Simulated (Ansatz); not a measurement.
## Re: the change of energy less free atoms and pressure with volume scale

Results calculated with Ansatz 0.2.0, not measured. Periodic Kohn-Sham DFT of a crystal at fixed atoms, scaled to volume_scale times the given cell; pressure positive in compression, energy less spherical unpolarised free atoms, largest_vzz the field gradient of largest size among the nuclei.

The cell before it is scaled or strained (space group R-3m, No. 166):
```
CELL_PARAMETERS angstrom
1.38390 0.79900 6.69860
-1.38390 0.79900 6.69860
0.00000 -1.59800 6.69860
ATOMIC_POSITIONS crystal
Re 0.00000 0.00000 0.00000
Re 0.22217 0.22217 0.22217
Re 0.77783 0.77783 0.77783
```

Settings of every row: method all-electron LAPW; functional PBEsol; relativity scalar; k mesh 15x15x15; filling fermi-dirac; smearing width 0.05 eV; basis error target 0.5 meV/atom; nucleus gaussian.

Atom start moment: 0 on all atoms.

Limits: no spin-orbit coupling on heavy atoms; the cell comes from a prototype or a list of computed structures and needn't be the stable phase.

```csv
row,volume scale,V (Å³/atom),energy less free atoms (eV/atom),pressure (GPa)
1,0.94,13.925,-12.4247,19.288
2,0.96,14.221,-12.4514,9.768
3,0.98,14.517,-12.4614,1.237
4,0.99,14.666,-12.4607,-2.69
5,1,14.814,-12.4565,-6.406
6,1.01,14.962,?,?
7,1.02,15.11,-12.4382,-13.251
8,1.04,15.406,-12.4079,-19.374
9,1.06,15.703,-12.3669,-24.848
```

Question: what energy less free atoms and pressure should row 6 give?

Worked fit of energy less free atoms. Take u = (V_r/V)^(2/3) − 1 with V_r = 14.74 Å³ an atom, which is twice the finite (Eulerian) strain; such expansions in the strain, on which the Birch-Murnaghan equation of state is built, carry the rest volume and the bulk modulus. The shown rows have u = 0.03865, 0.02418, 0.01021, 0.00336, -0.00333, -0.01639, -0.02903, -0.04131. Least squares give energy less free atoms = −12.45902 − 0.6344 × u + 39.023 × u² + 9.5 × u³ eV/atom; a parabola predicts inner rows, each left out in turn, worse (root mean square 0.00015 against 4.1e-05 eV/atom). All shown rows lie on it to the printed digit. Its lowest point lies at u = 0.0081, or V = 14.56 Å³ an atom, and the curvature there gives the bulk modulus at fixed shape and fractions, B = (4/9)(1 + u)² E″(u)/V = 390 GPa. Letting shape and atoms relax would as a rule lower it, by much in layered, chain or molecular crystals. The withheld row has u = -0.00992, so the fit gives −12.45902 − 0.6344 × (-0.00992) + 39.023 × (-0.00992)² + 9.5 × (-0.00992)³ = -12.4489 eV/atom.

The calculation gave -12.4489 eV/atom. The fit meets it to the printed digit.

Worked fit of pressure. Take u = (V_r/V)^(2/3) − 1 with V_r = 14.74 Å³ an atom, which is twice the finite (Eulerian) strain; such expansions in the strain, on which the Birch-Murnaghan equation of state is built, carry the rest volume and the bulk modulus. The shown rows have u = 0.03865, 0.02418, 0.01021, 0.00336, -0.00333, -0.01639, -0.02903, -0.04131. Least squares give pressure = −4.5822 + 554.589 × u + 1589.53 × u² + 1017 × u³ GPa; a parabola predicts inner rows, each left out in turn, worse (root mean square 0.019 against 0.011 GPa). The rows lie off it by 0.002, -0.003, -0.010, 0.011, 0.005, -0.002, -0.007, 0.003 (root mean square 0.0063 GPa). The pressure vanishes at u = 0.0081, or V = 14.56 Å³ an atom, and there the bulk modulus at fixed shape and fractions is B = −V dP/dV = (2/3)(1 + u) dP/du = 390 GPa. Letting shape and atoms relax would as a rule lower it, by much in layered, chain or molecular crystals. The withheld row has u = -0.00992, so the fit gives −4.5822 + 554.589 × (-0.00992) + 1589.53 × (-0.00992)² + 1017 × (-0.00992)³ = -9.928 GPa.

The calculation gave -9.923 GPa. The fit lies 0.005 GPa (0.011 % of the column's range) below it; its largest miss of a shown row is 0.011 GPa.
